**Quadratic rule for 4s and 3d promotion energies in the Ga atom**

The table holds self-consistent energies above the lowest configuration and highest occupied eigenvalues for eight configurations of neutral Ga (spherical all-electron Dirac Kohn-Sham atom, BLYP, no spin polarisation, Quantum ESPRESSO ld1.x). The program tests a rule from Janak's theorem, $E = \Delta_s a + \Delta_d b + \tfrac12U_sa^2 + U_{sd}ab + \tfrac12U_db^2 + \xi c$, with ground-configuration gaps, two curvatures fitted to four rows and a cross term read from level shifts, together with a linear rule for the 4p level. Six rows are met within 0.017 eV, two of them predicted, while the row with two 3d holes is 0.598 eV (1.25 %) low. The output shows a rising slope of the 3d gap and a growing 4p splitting along that transfer, and compares midpoint gaps with whole-electron energies. The curvatures are 0.39 to 0.51 of the frozen-orbital $F^0$ combinations of one row.

Neutral Ga atom, all-electron Kohn-Sham calculations with Quantum ESPRESSO 7.5 (ld1.x): BLYP functional, Dirac equation, point nucleus, no spin polarisation, spherical densities. Energies are differences of self-consistent total energies; the highest eigenvalue and highest level refer to occupied levels only.

## Program and output

```python
# Table: Ga atom, QE ld1.x, spherical all-electron Dirac Kohn-Sham, BLYP, no spin polarisation:
# total energies above the lowest configuration and highest occupied eigenvalue (eV).
# Tested: quadratic (Janak) rule of thumb for promotion energies, linear rule for the 4p level.
T = {
    'configuration': ['[Ar] (3d3/2)4 (3d5/2)6 (4s1/2)2 (4p1/2)1', '[Ar] (3d3/2)4 (3d5/2)6 (4s1/2)1.5 (4p1/2)1.5', '[Ar] (3d3/2)4 (3d5/2)6 (4s1/2)1 (4p1/2)2', '[Ar] (3d3/2)4 (3d5/2)5.5 (4s1/2)2 (4p1/2)1.5', '[Ar] (3d3/2)4 (3d5/2)6 (4s1/2)0.5 (4p1/2)2 (4p3/2)0.5', '[Ar] (3d3/2)4 (3d5/2)5.5 (4s1/2)1.5 (4p1/2)2', '[Ar] (3d3/2)4 (3d5/2)5 (4s1/2)2 (4p1/2)2', '[Ar] (3d3/2)4 (3d5/2)4 (4s1/2)2 (4p1/2)2 (4p3/2)1'],
    'above_lowest': [0.0, 3.195, 6.478, 9.025, 9.911, 12.488, 19.933, 47.958],  # eV
    'second_highest_eigenvalue': [None, -2.9326, -3.2775, -3.1983, -3.4769, -3.5415, -3.8216, -4.8643],  # eV
    'second_highest_level': [None, '4p1/2', '4p1/2', '4p1/2', '4p3/2', '4p1/2', '4p1/2', '4p3/2'],
}
import re
import numpy as np
from scipy.constants import physical_constants as pc
def occ(s, sh):
    m = re.search(r"\(" + sh + r"\)([\d.]+)", s)
    return float(m.group(1)) if m else 0.0
K = [(2 - occ(s, "4s1/2"), 6 - occ(s, "3d5/2")) for s in T["configuration"]]
C = {k: occ(s, "4p3/2") for k, s in zip(K, T["configuration"])}
E = dict(zip(K, T["above_lowest"])); H = dict(zip(K, T["second_highest_eigenvalue"]))
L = dict(zip(K, T["second_highest_level"]))
# typed from further outputs of the same runs: eigenvalues and F0 in eV, radii in bohr; key (a, b)
es = {(0, 0): -8.855144, (.5, 0): -9.413339, (1, 0): -9.923101, (1.5, 0): -10.42619, (0, .5): -10.04663, (.5, .5): -10.5445}
ed = {(0, 0): -18.77981, (.5, 0): -19.71104, (0, .5): -23.10271, (0, 1): -27.57818, (0, 2): -37.09019, (.5, .5): -23.96342}
p1 = {(0, 0): -2.557212, (1.5, 0): -3.621564, (0, 2): -5.093167}
p3 = {(0, 0): -2.441465, (0, 1): -3.650351}
ss, sp, pp, sd, dp, dd = 10.96029, 9.080994, 7.906237, 14.09126, 10.61428, 32.06394  # row a=0, b=0.5
rd, rp = (0.8142148, 0.7320643), (3.407167, 2.627949)  # 3d5/2, 4p1/2 at b=0 and b=2
for k in K[1:]:
    (p1 if L[k] == "4p1/2" else p3)[k] = H[k]
gs = {k: p1[k] - es[k] for k in es}; gd = {k: p1[k] - ed[k] for k in ed}; o = (0, 0)
x = np.array([.5, 1.]); S = [(.5, 0), (1, 0)]; D = [(0, .5), (0, 1)]
fit = lambda u, y: float(u @ np.array(y) / (u @ u))
Us = fit(x**2 / 2, [E[k] - gs[o] * k[0] for k in S]); Ud = fit(x**2 / 2, [E[k] - gd[o] * k[1] for k in D])
c1, c2 = 2 * (gs[(0, .5)] - gs[o]), 2 * (gd[(.5, 0)] - gd[o])
ks = fit(x, [p1[o] - p1[k] for k in S]); kd = fit(x, [p1[o] - p1[k] for k in D])
print("a, b = electrons taken from 4s, 3d5/2; c = electrons in 4p3/2; energies in eV")
print(f"ground levels: 4p1/2 {p1[o]:.3f}; gaps 4s-4p1/2 {gs[o]:.3f}, 3d5/2-4p1/2 {gd[o]:.3f}, 4p splitting {p3[o]-p1[o]:.3f}")
print(f"fitted on 4 pure rows: Us {Us:.3f}, Ud {Ud:.3f}, ks {ks:.3f}, kd {kd:.3f}")
print(f"cross curvature from levels: 4s gap vs b {c1:.3f}, 3d gap vs a {c2:.3f}")
Ds, Dd, xi, e0 = round(gs[o], 2), round(gd[o], 2), round(p3[o] - p1[o], 2), round(p1[o], 2)
us, ud, ux, ks, kd = round(Us, 2), round(Ud, 1), round((c1 + c2) / 2, 1), round(ks, 2), round(kd, 2)
print(f"rule: E = {Ds}a + {Dd}b + {us}a^2/2 + {ux}ab + {ud}b^2/2 + {xi}c")
print("  a   b   c | gaps  curv.  split |  rule  table  rule-table   % | gaps+split only % | use")
R = {}
for k in K[1:]:
    a, b = k; g = Ds * a + Dd * b; q = us * a * a / 2 + ux * a * b + ud * b * b / 2; s = xi * C[k]
    R[k] = g + q + s - E[k]
    print(f"{a:3.1f} {b:3.1f} {C[k]:3.1f} | {g:6.3f} {q:6.3f} {s:5.3f} | {g+q+s:6.3f} {E[k]:6.3f} {R[k]:+.3f} {100*R[k]/E[k]:+.2f} | {100*(g+s-E[k])/E[k]:+.1f} | {'fit' if k in S+D else 'predicted'}")
rest = max(abs(v) for k, v in R.items() if k != (0, 2))
print(f"worst row b=2: {R[(0, 2)]:+.3f}; largest error of the other six {rest:.3f}")
Ha = pc["Hartree energy in eV"][0]
print(f"table rounding 0.0005; noted error of totals {0.2e-3*Ha:.3f} to {0.9e-3*Ha:.3f}")
print(f"level rule: eps = {e0} - {ks}a - {kd}b (+{xi} if 4p3/2)")
for k in K[1:]:
    m = e0 - ks * k[0] - kd * k[1] + (xi if L[k] == "4p3/2" else 0)
    print(f"a {k[0]:3.1f} b {k[1]:3.1f} {L[k]}: rule {m:.3f} table {H[k]:.3f} diff {m-H[k]:+.3f}; 4p1/2 {p1[k]:.3f}, shift {p1[k]-p1[o]:+.3f}")
sl = lambda g, ks_: ", ".join(f"{(g[v]-g[u])/(sum(v)-sum(u)):.3f}" for u, v in zip(ks_, ks_[1:]))
print("slope of 4s gap, a 0-0.5-1-1.5: " + sl(gs, [o] + S + [(1.5, 0)]))
print("slope of 3d gap, b 0-0.5-1-2: " + sl(gd, [o] + D + [(0, 2)]))
so = [p3[k] - p1[k] for k in (o, (0, 1), (0, 2), (1.5, 0))]
print("4p splitting at ground, b=1, b=2, a=1.5: " + ", ".join(f"{v:.3f}" for v in so))
print(f"second 3d electron: mean splitting less rule value {(so[1]+so[2])/2-xi:.3f}")
t = (p3[(0, 1)] - ed[(0, 1)] + p3[(0, 2)] - ed[(0, 2)]) / 2
print(f"step b=1 to 2: table {E[(0, 2)]-E[(0, 1)]:.3f}, mean of end gaps {t:.3f}, first step {E[(0, 1)]:.3f}")
print(f"midpoint gap vs table: 4s-4p {gs[(.5, 0)]:.3f} vs {E[(1, 0)]:.3f}; 3d-4p {gd[(0, .5)]:.3f} vs {E[(0, 1)]:.3f}")
print(f"midpoint gap vs table: 3d-4s {es[(.5, .5)]-ed[(.5, .5)]:.3f} vs {E[(0, 1)]-E[(1, 0)]:.3f}")
B = (ss + pp - 2 * sp, sd + pp - sp - dp, dd + pp - 2 * dp)
for n, u, f in zip(("Us", "Usd", "Ud"), (us, ux, ud), B):
    print(f"{n}: rule {u}, frozen F0 combination {f:.2f}, ratio {u/f:.2f}")
print(f"Ud/Us {ud/us:.0f}; kd/ks {kd/ks:.2f}")
print(f"mean radius change b=0 to 2: 3d5/2 {100*(rd[1]/rd[0]-1):+.1f} %, 4p1/2 {100*(rp[1]/rp[0]-1):+.1f} %")
assert Ud > c1 > Us > 0
assert abs(c1 - c2) < 0.03
assert rest < 0.03 and R[(0, 2)] < -0.3
assert all(u < f for u, f in zip((us, ux, ud), B))
```

It prints:

```
a, b = electrons taken from 4s, 3d5/2; c = electrons in 4p3/2; energies in eV
ground levels: 4p1/2 -2.557; gaps 4s-4p1/2 6.298, 3d5/2-4p1/2 16.223, 4p splitting 0.116
fitted on 4 pure rows: Us 0.361, Ud 7.414, ks 0.726, kd 1.268
cross curvature from levels: 4s gap vs b 1.101, 3d gap vs a 1.112
rule: E = 6.3a + 16.22b + 0.36a^2/2 + 1.1ab + 7.4b^2/2 + 0.12c
  a   b   c | gaps  curv.  split |  rule  table  rule-table   % | gaps+split only % | use
0.5 0.0 0.0 |  3.150  0.045 0.000 |  3.195  3.195 +0.000 +0.00 | -1.4 | fit
1.0 0.0 0.0 |  6.300  0.180 0.000 |  6.480  6.478 +0.002 +0.03 | -2.7 | fit
0.0 0.5 0.0 |  8.110  0.925 0.000 |  9.035  9.025 +0.010 +0.11 | -10.1 | fit
1.5 0.0 0.5 |  9.450  0.405 0.060 |  9.915  9.911 +0.004 +0.04 | -4.0 | predicted
0.5 0.5 0.0 | 11.260  1.245 0.000 | 12.505 12.488 +0.017 +0.14 | -9.8 | predicted
0.0 1.0 0.0 | 16.220  3.700 0.000 | 19.920 19.933 -0.013 -0.07 | -18.6 | fit
0.0 2.0 1.0 | 32.440 14.800 0.120 | 47.360 47.958 -0.598 -1.25 | -32.1 | predicted
worst row b=2: -0.598; largest error of the other six 0.017
table rounding 0.0005; noted error of totals 0.005 to 0.024
level rule: eps = -2.56 - 0.73a - 1.27b (+0.12 if 4p3/2)
a 0.5 b 0.0 4p1/2: rule -2.925 table -2.933 diff +0.008; 4p1/2 -2.933, shift -0.375
a 1.0 b 0.0 4p1/2: rule -3.290 table -3.277 diff -0.013; 4p1/2 -3.277, shift -0.720
a 0.0 b 0.5 4p1/2: rule -3.195 table -3.198 diff +0.003; 4p1/2 -3.198, shift -0.641
a 1.5 b 0.0 4p3/2: rule -3.535 table -3.477 diff -0.058; 4p1/2 -3.622, shift -1.064
a 0.5 b 0.5 4p1/2: rule -3.560 table -3.542 diff -0.018; 4p1/2 -3.542, shift -0.984
a 0.0 b 1.0 4p1/2: rule -3.830 table -3.822 diff -0.008; 4p1/2 -3.822, shift -1.264
a 0.0 b 2.0 4p3/2: rule -4.980 table -4.864 diff -0.116; 4p1/2 -5.093, shift -2.536
slope of 4s gap, a 0-0.5-1-1.5: 0.366, 0.330, 0.318
slope of 3d gap, b 0-0.5-1-2: 7.364, 7.704, 8.240
4p splitting at ground, b=1, b=2, a=1.5: 0.116, 0.171, 0.229, 0.145
second 3d electron: mean splitting less rule value 0.080
step b=1 to 2: table 28.025, mean of end gaps 28.077, first step 19.933
midpoint gap vs table: 4s-4p 6.481 vs 6.478; 3d-4p 19.904 vs 19.933
midpoint gap vs table: 3d-4s 13.419 vs 13.455
Us: rule 0.36, frozen F0 combination 0.70, ratio 0.51
Usd: rule 1.1, frozen F0 combination 2.30, ratio 0.48
Ud: rule 7.4, frozen F0 combination 18.74, ratio 0.39
Ud/Us 21; kd/ks 1.74
mean radius change b=0 to 2: 3d5/2 -10.1 %, 4p1/2 -22.9 %
```
